**Q:** These eight functions describe the oxygen valence electrons of the perovskite BaZrO₃, computed with PBE. I have to find the serial number of each. What do the columns tell me?

Maximally localised Wannier functions of cubic BaZrO₃ from O 2s and 2p trial orbitals, computed with Ansatz 0.2.0 (PBE without spin–orbit coupling, plane-wave PAW, 420 eV cutoff, 6×6×6 k mesh, 4×4×4 Wannier mesh) at the r2SCAN geometry. On-site energies are measured from the valence-band maximum, and centres are Cartesian. Candidates: 11, 3, 7, 8, 10, 9, 5, 1.

| row | function spread (angstrom^2) | function on site (eV) | function x (Å) | function y (Å) | function z (Å) |
| --- | --- | --- | --- | --- | --- |
| A | 1.306 | -3.188 | 2.317 | 0.000 | 2.117 |
| B | 0.893 | -7.330 | 2.006 | 2.006 | -0.411 |
| C | 0.893 | -7.328 | 2.005 | -0.410 | 2.200 |
| D | 1.306 | -3.188 | 2.089 | 0.000 | 1.888 |
| E | 0.893 | -7.328 | -0.410 | 2.005 | 2.200 |
| F | 0.893 | -7.330 | 0.411 | 2.006 | 2.200 |
| G | 0.893 | -7.328 | 2.005 | 2.005 | 0.410 |
| H | 1.306 | -3.188 | 2.317 | 2.089 | 0.000 |

**A:** Each row is a Wannier function, a localised combination of the crystal's band states. Function x, y and z give its centre. Function spread is the mean square distance of its charge from that centre, and function on site is its average energy, measured from the valence top. The full set has twelve functions, four on each of three oxygens, chosen to make the total spread small.

**Q:** Where are the atoms?

**A:** Oxygen 1 has x = 0, oxygen 2 has y = 0 and oxygen 3 has z = 0; their other coordinates are 2.10 Å. Each oxygen sits midway between two Zr atoms, which lie along the direction of its zero coordinate.

**Q:** Then E and F belong to oxygen 1, A, C and D to oxygen 2, and B, G and H to oxygen 3. But the trial orbitals were O 2s and 2p, which are centred on the nucleus. Why is no function centred there?

**A:** Mixing s into p strengthens one lobe and weakens the other, so the centre moves off the nucleus. For a fixed set of states on one oxygen, the mean square distances from the nucleus add up to a fixed sum. The total spread is that sum less the squared shifts of the centres. Off-centre hybrids therefore win: they give 13.2 Å², where atom-centred functions spanning the same space would give 14.6 Å².

**Q:** So B, C, E, F and G, shifted by 0.41 Å towards a Zr, are one kind, and A, D and H, shifted only sideways, another. Why is the first kind deeper by 4.1 eV?

**A:** Theory gives two reasons. These hybrids hold more 2s, which lies far below 2p, and their p part points at Zr and gains from bonding. The first is expected to be much the larger: in the model below, the s share alone would make the whole difference with a 2s–2p separation of 15.9 eV, about the size expected for oxygen. The difference mixes both effects, so it is neither a band gap nor a pure bonding energy. About a third of their advantage in spread is simply the larger squared shift; the larger s share is expected to help with the rest.

**Q:** That settles atom and direction. How do I get the numbers?

**A:** They are book-keeping, so you need clues. Function 2 sits on oxygen 2, shifted towards positive y. Functions 4 and 6 sit on oxygen 1, shifted mainly along z and y. The trial list has s before p, so suppose that 1 to 3 began as s on the three oxygens, and that each oxygen in turn then received three p functions.

**Q:** Then 4, 5, 6 suggest the order z, x, y. On oxygen 2 that makes D 7, A 8 and C 9, and on oxygen 3 the x-shifted H is 11. E and F share 1 and 5, and B and G share 3 and 10, but each pair differs only in sign.

**A:** The first four are sure if the numbering rule holds. The two pairs are ambiguous, because the two Zr neighbours are equivalent. Function 2 began as s and went to the positive side; by analogy F is 1 and G is 3, leaving E as 5 and B as 10. That is a guess.

The rows with their labels:

| row | function spread (angstrom^2) | function on site (eV) | function x (Å) | function y (Å) | function z (Å) |
| --- | --- | --- | --- | --- | --- |
| 1 | 0.893 | -7.330 | 0.411 | 2.006 | 2.200 |
| 2 | 0.893 | -7.330 | 2.006 | 0.411 | 2.200 |
| 3 | 0.893 | -7.328 | 2.005 | 2.005 | 0.410 |
| 4 | 1.306 | -3.188 | 0.000 | 2.089 | 1.888 |
| 5 | 0.893 | -7.328 | -0.410 | 2.005 | 2.200 |
| 6 | 1.306 | -3.188 | 0.000 | 2.317 | 2.117 |
| 7 | 1.306 | -3.188 | 2.089 | 0.000 | 1.888 |
| 8 | 1.306 | -3.188 | 2.317 | 0.000 | 2.117 |
| 9 | 0.893 | -7.328 | 2.005 | -0.410 | 2.200 |
| 10 | 0.893 | -7.330 | 2.006 | 2.006 | -0.411 |
| 11 | 1.306 | -3.188 | 2.317 | 2.089 | 0.000 |
| 12 | 1.306 | -3.188 | 2.089 | 2.317 | 0.000 |

**Q:** All eight agree. Could the last digit of the energy have settled the pairs?

**A:** It would have misled you. Function 2 has −7.330 eV, and matching that digit would have made B number 3. The 0.002 eV differences are not scatter: each oxygen has one deeper function, and the deeper ones, 1, 2 and 10, point along +x, +y and −z. They follow the orientation the whole set happened to take, not a difference between the two Zr neighbours.

**Q:** Can the hybrid picture predict a position?

**A:** Yes, on oxygen 1. Let $f$ be the s share of each Zr-pointing function, which leaves $1/2-f$ for each sideways one. Let $a$ = 0.411 Å be the shift towards Zr and $u$ = 0.162 Å half the distance between the two sideways centres. With mutually orthogonal hybrids, least spread requires

$$8f = 1 + \frac{a^2}{u^2}\,\frac{1/2-f}{f},$$

which gives $f$ ≈ 0.38.

**Q:** And what follows from that?

**A:** The midpoint of the two sideways centres should lie $t = u\sqrt{2f}$ from the nucleus, so $t = 0.162\sqrt{0.76}$ ≈ 0.141 Å. The table gives 0.142 Å, a distance not used as input; four equal sp³ hybrids would give 0.114 Å. The model also expects the Zr-pointing functions to shift sideways by $t$, and there the table has 0.138 Å, about 3% less than the 0.142 Å of the sideways pair. All this is a check of consistency, not independent evidence: the calculation itself started from s and p functions and minimised the spread. The printed output after this text has the details.

**Q:** Why do the Zr-pointing functions take more s?

**A:** In the model, s goes where mixing it with p moves the centre furthest. That is along the Zr–O–Zr line, probably because the oxygen s and p functions both have tails on Zr there. If mixing moved the centre still further along this line, that pair would take still more s, up to one half each, when none is left for the sideways pair.

**Q:** Do the sideways shifts mean that the oxygen has a lone pair on one side?

**A:** No. The oxygen stays midway between its Zr neighbours, and turning the whole set of twelve functions by 90° about the Zr–O–Zr line, a symmetry of the crystal, gives an equally good set with the sideways shifts pointing elsewhere; in the one-oxygen model any angle about this line is equally good. The total charge keeps the crystal's symmetry, whichever set you choose.

Output of the analysis:

```
Shift of each centre from its oxygen (angstrom):
  row  oxygen  shift x  shift y  shift z  distance
    1       1    0.411   -0.097    0.097    0.4333
    2       2   -0.097    0.411    0.097    0.4333
    3       3   -0.098   -0.098     0.41    0.4328
    4       1        0   -0.014   -0.215    0.2155
    5       1    -0.41   -0.098    0.097    0.4326
    6       1        0    0.214    0.014    0.2145
    7       2   -0.014        0   -0.215    0.2155
    8       2    0.214        0    0.014    0.2145
    9       2   -0.098    -0.41    0.097    0.4326
   10       3   -0.097   -0.097   -0.411    0.4333
   11       3    0.214   -0.014        0    0.2145
   12       3   -0.014    0.214        0    0.2145
On-site energy, sideways less Zr-pointing functions (eV): 4.141
Range of on-site energy among Zr-pointing functions (eV): 0.002
Spread, sideways less Zr-pointing functions (angstrom^2): 0.413
Total spread of the twelve functions (angstrom^2): 13.19
Sum of squared shifts (angstrom^2): 1.402
Total spread if the same space had atom-centred functions (angstrom^2): 14.6
Shift along the Zr-O-Zr axis, Zr-pointing functions (angstrom): 0.4105
The same as percentage of the Zr-O distance (%): 19.52
Sideways shift of the Zr-pointing functions (angstrom): 0.1377
Summed y shift on oxygen 1, two Zr-pointing functions (angstrom): -0.195
Summed y shift on oxygen 1, two sideways functions (angstrom): 0.2
Half-separation of the two sideways centres (angstrom): 0.1616
Common shift of the two sideways centres, found (angstrom): 0.1418
Common shift predicted by least spread (angstrom): 0.1408
Common shift predicted by equal sp3 hybrids (angstrom): 0.1143
Model s share of a Zr-pointing function: 0.3799
Model s share of a sideways function: 0.1201
Model ratio of s-p dipoles, along to across the axis: 1.428
s-p separation needed if s share alone made the on-site difference (eV): 15.93
```
